**Steps between levels of theory for the 4d shell of Cd$^{2+}$ and Cd$^{3+}$**

The table holds 4d Kohn-Sham eigenvalues, mean radii and spin splittings from spherical, all-electron, scalar-relativistic, spin-polarised atomic calculations (Quantum ESPRESSO ld1.x) with exchange-only LDA, PZ or PW92 correlation, with and without the Perdew-Zunger self-interaction correction. The program works out the steps between these levels and tests one estimate without parameters, the ionisation energy as the mean of the two end-point eigenvalues according to Janak's theorem. The estimate agrees with the total-energy difference to 0.12 eV for exchange-only LDA and fails by 7.1 eV with the self-interaction correction. In Cd$^{2+}$ correlation lowers the 4d level by 1.59 eV and the correction by a further 7.26 eV, while the radius changes by less than 0.01 bohr. Over four shells the shift from the correction is 0.36 to 0.40 of each shell's own $F^0$. The Cd$^{3+}$ spin splitting falls from 0.864 to 0.721 eV when correlation and the correction are added together, and PW92 raises it by 0.027 eV.

Scalar-relativistic, spin-polarised all-electron Kohn-Sham calculations of the free ions Cd$^{2+}$ and Cd$^{3+}$ with Quantum ESPRESSO 7.5 (ld1.x), using spherical densities and a point nucleus. SIC denotes the Perdew-Zunger self-interaction correction, and eigenvalues are negative for bound levels.

## Program and output

```python
# Table: 4d Kohn-Sham eigenvalues (eV) and mean radii (bohr) of Cd2+ and Cd3+, Quantum ESPRESSO ld1.x,
# spherical all-electron atom, scalar-relativistic, spin-polarised; x-only LDA, PZ, PW92, with or without SIC.
# Worked out: steps between levels of theory; one estimate without parameters (Janak trapezoid for ionisation).
T = {
    'ion': ['Cd2+', 'Cd2+', 'Cd2+', 'Cd3+', 'Cd3+', 'Cd3+'],
    'Z': [48, 48, 48, 48, 48, 48],
    'charge': [2, 2, 2, 3, 3, 3],  # e
    'N': [46, 46, 46, 45, 45, 45],
    'configuration': ['[Kr] 4d10', '[Kr] 4d10', '[Kr] 4d10', '[Kr] (4d up)5 (4d down)4', '[Kr] (4d up)5 (4d down)4', '[Kr] (4d up)5 (4d down)4'],
    'functional': ['LDA x-only', 'LDA-PZ', 'LDA-PZ', 'LDA x-only', 'LDA-PZ', 'LDA-PW92'],
    'correction': ['none', 'none', 'SIC', 'none', 'SIC', 'SIC'],
    'eigenvalue_4d_up': [-29.115, -30.706, -37.966, -44.781, -54.015, -54.039],  # eV
    'eigenvalue_4d_down': [-29.115, -30.706, -37.966, -43.916, -53.294, -53.291],  # eV
    'mean_radius_4d_up': [1.26, 1.2537, 1.2515, 1.202, 1.1962, 1.1961],  # bohr
    'mean_radius_4d_down': [1.26, 1.2537, 1.2515, 1.2055, 1.1997, 1.1996],  # bohr
    'gap': [0.0, 0.0, 0.0, 0.8641, 0.7212, 0.748],  # eV
}
ix = {(a, f, c): i for i, (a, f, c) in enumerate(zip(T['ion'], T['functional'], T['correction']))}
u, d, g = T['eigenvalue_4d_up'], T['eigenvalue_4d_down'], T['gap']
ru, rd = T['mean_radius_4d_up'], T['mean_radius_4d_down']
x2, p2, s2 = ix['Cd2+', 'LDA x-only', 'none'], ix['Cd2+', 'LDA-PZ', 'none'], ix['Cd2+', 'LDA-PZ', 'SIC']
x3, s3, w3 = ix['Cd3+', 'LDA x-only', 'none'], ix['Cd3+', 'LDA-PZ', 'SIC'], ix['Cd3+', 'LDA-PW92', 'SIC']
# further outputs of the same runs (eV), typed in
I = {x2: 36.39689, p2: 38.08004, s2: 38.52372}   # total-energy ionisation of Cd2+
Iexp = 37.468                                    # measured value listed with the runs
lev2 = {'3d': (-410.9325, -412.8983, -442.4316, 73.97583), '4s': (-123.1672, -124.8556, -134.7208, 27.78118),
        '4p': (-84.34427, -86.01898, -95.12621, 25.47852)}   # Cd2+: x-only, PZ, PZ-SIC, F0(nl,nl) of SIC run
lev2['4d'] = (u[x2], u[p2], u[s2], 19.74701)
lev3 = {'3d': ((-428.1608, -427.9345), (-459.8871, -459.6759), (-459.8867, -459.6719)),
        '4s': ((-140.0448, -139.1646), (-151.7594, -151.0154), (-151.7795, -151.0115)),
        '4p': ((-100.9995, -100.103), (-111.9568, -111.2047), (-111.9788, -111.2014))}  # Cd3+ (up, down)
print("rounding of the table: eigenvalues 0.0005 eV, radii 0.00005 bohr")
print("Steps: change of e(up), e(down), gap in eV; r(up), r(down) in bohr; r(up) in %")
for name, a, b in [("Cd2+ x-only to PZ", x2, p2), ("Cd2+ PZ to PZ-SIC", p2, s2), ("Cd2+ x-only to PZ-SIC", x2, s2),
                   ("Cd3+ x-only to PZ-SIC", x3, s3), ("Cd3+ PZ-SIC to PW92-SIC", s3, w3)]:
    print(f"  {name:24s} {u[b]-u[a]:+.3f} {d[b]-d[a]:+.3f} {g[b]-g[a]:+.4f}; "
          f"{ru[b]-ru[a]:+.4f} {rd[b]-rd[a]:+.4f}; {100*(ru[b]/ru[a]-1):+.2f} %")
sh = u[s2] - u[x2]
print(f"Cd2+ SIC step / correlation step = {(u[s2]-u[p2])/(u[p2]-u[x2]):.2f}")
print(f"Cd3+ combined shift minus Cd2+ one: up {u[s3]-u[x3]-sh:+.3f}, down {d[s3]-d[x3]-sh:+.3f} eV")
print(f"gap change x-only to PZ-SIC {100*(g[s3]/g[x3]-1):+.1f} %, PZ-SIC to PW92-SIC {100*(g[w3]/g[s3]-1):+.1f} %")
for name, i in [("x-only", x3), ("PZ-SIC", s3), ("PW92-SIC", w3)]:
    print(f"  Cd3+ {name}: r(down)-r(up) = {rd[i]-ru[i]:.4f} bohr ({100*(rd[i]/ru[i]-1):.2f} %)")
for name, a, b in [("x-only", x2, x3), ("PZ-SIC", s2, s3)]:
    print(f"  Cd2+ to Cd3+ {name}: r(down) {rd[b]-rd[a]:+.4f} bohr ({100*(rd[b]/rd[a]-1):+.1f} %), e(down) {d[b]-d[a]:+.3f} eV")
print(f"Cd2+ ionisation in eV; measured value listed with the runs {Iexp:.3f}")
for name, i in [("x-only", x2), ("PZ", p2), ("PZ-SIC", s2)]:
    print(f"  {name:7s} -e {-d[i]:.3f} (error {-d[i]-Iexp:+.3f}, {100*(-d[i]/Iexp-1):+.1f} %); "
          f"total-energy I {I[i]:.3f} (error {I[i]-Iexp:+.3f}); I-(-e) {I[i]+d[i]:+.3f}")
print(f"  total-energy I steps: correlation {I[p2]-I[x2]:+.3f}, SIC {I[s2]-I[p2]:+.3f} eV")
print("Janak trapezoid I = -[e(Cd2+) + e(Cd3+ down)]/2")
tr = {}
for name, a, b in [("x-only", x2, x3), ("PZ-SIC", s2, s3)]:
    tr[name] = -(d[a] + d[b]) / 2 - I[a]
    print(f"  {name}: estimate {-(d[a]+d[b])/2:.3f}, minus total-energy I {tr[name]:+.3f}, "
          f"half the level drop {(d[a]-d[b])/2:.3f} eV")
print("Cd2+ shell by shell: correlation shift, SIC shift, F0 (eV), |SIC shift|/F0")
for k, (a, b, c, f0) in lev2.items():
    print(f"  {k}: {b-a:+.3f} {c-b:+.3f} {f0:.2f} {(b-c)/f0:.3f}")
print("  4d-4p spacing x-only, PZ, PZ-SIC: " + ", ".join(f"{lev2['4d'][j]-lev2['4p'][j]:.2f}" for j in range(3)) + " eV")
print("Cd3+ spin splitting (eV): x-only, PZ-SIC, PW92-SIC; ratio PZ-SIC / x-only")
spl = {k: [b - a for a, b in v] for k, v in lev3.items()}
spl['4d'] = [g[x3], g[s3], g[w3]]
for k, s in spl.items():
    print(f"  {k}: {s[0]:.3f} {s[1]:.3f} {s[2]:.3f}; {s[1]/s[0]:.3f}")
so = 0.7   # rough recalled 4d9 spin-orbit splitting, eV
print(f"spin-orbit, rough recalled splitting {so} eV: J=5/2 level about {0.4*so:.1f} eV below the 4d9 average")
nsh = 9    # 1s 2s 2p 3s 3p 3d 4s 4p 4d
print(f"potentials per cycle: 2 without SIC, up to {2*nsh} orbital-specific with SIC; total-energy I needs 2 runs")
assert u[s2] < u[p2] < u[x2] and abs(u[s2]-u[p2]) > 3*abs(u[p2]-u[x2])
assert abs(ru[s2]-ru[p2]) < abs(ru[p2]-ru[x2]) < 0.01
assert g[x3] > g[w3] > g[s3] > 0
assert abs(tr["x-only"]) < 0.3 and abs(tr["PZ-SIC"]) > 3
```

Running it gives:

```
rounding of the table: eigenvalues 0.0005 eV, radii 0.00005 bohr
Steps: change of e(up), e(down), gap in eV; r(up), r(down) in bohr; r(up) in %
  Cd2+ x-only to PZ        -1.591 -1.591 +0.0000; -0.0063 -0.0063; -0.50 %
  Cd2+ PZ to PZ-SIC        -7.260 -7.260 +0.0000; -0.0022 -0.0022; -0.18 %
  Cd2+ x-only to PZ-SIC    -8.851 -8.851 +0.0000; -0.0085 -0.0085; -0.67 %
  Cd3+ x-only to PZ-SIC    -9.234 -9.378 -0.1429; -0.0058 -0.0058; -0.48 %
  Cd3+ PZ-SIC to PW92-SIC  -0.024 +0.003 +0.0268; -0.0001 -0.0001; -0.01 %
Cd2+ SIC step / correlation step = 4.56
Cd3+ combined shift minus Cd2+ one: up -0.383, down -0.527 eV
gap change x-only to PZ-SIC -16.5 %, PZ-SIC to PW92-SIC +3.7 %
  Cd3+ x-only: r(down)-r(up) = 0.0035 bohr (0.29 %)
  Cd3+ PZ-SIC: r(down)-r(up) = 0.0035 bohr (0.29 %)
  Cd3+ PW92-SIC: r(down)-r(up) = 0.0035 bohr (0.29 %)
  Cd2+ to Cd3+ x-only: r(down) -0.0545 bohr (-4.3 %), e(down) -14.801 eV
  Cd2+ to Cd3+ PZ-SIC: r(down) -0.0518 bohr (-4.1 %), e(down) -15.328 eV
Cd2+ ionisation in eV; measured value listed with the runs 37.468
  x-only  -e 29.115 (error -8.353, -22.3 %); total-energy I 36.397 (error -1.071); I-(-e) +7.282
  PZ      -e 30.706 (error -6.762, -18.0 %); total-energy I 38.080 (error +0.612); I-(-e) +7.374
  PZ-SIC  -e 37.966 (error +0.498, +1.3 %); total-energy I 38.524 (error +1.056); I-(-e) +0.558
  total-energy I steps: correlation +1.683, SIC +0.444 eV
Janak trapezoid I = -[e(Cd2+) + e(Cd3+ down)]/2
  x-only: estimate 36.515, minus total-energy I +0.119, half the level drop 7.400 eV
  PZ-SIC: estimate 45.630, minus total-energy I +7.106, half the level drop 7.664 eV
Cd2+ shell by shell: correlation shift, SIC shift, F0 (eV), |SIC shift|/F0
  3d: -1.966 -29.533 73.98 0.399
  4s: -1.688 -9.865 27.78 0.355
  4p: -1.675 -9.107 25.48 0.357
  4d: -1.591 -7.260 19.75 0.368
  4d-4p spacing x-only, PZ, PZ-SIC: 55.23, 55.31, 57.16 eV
Cd3+ spin splitting (eV): x-only, PZ-SIC, PW92-SIC; ratio PZ-SIC / x-only
  3d: 0.226 0.211 0.215; 0.933
  4s: 0.880 0.744 0.768; 0.845
  4p: 0.897 0.752 0.777; 0.839
  4d: 0.864 0.721 0.748; 0.835
spin-orbit, rough recalled splitting 0.7 eV: J=5/2 level about 0.3 eV below the 4d9 average
potentials per cycle: 2 without SIC, up to 18 orbital-specific with SIC; total-energy I needs 2 runs
```
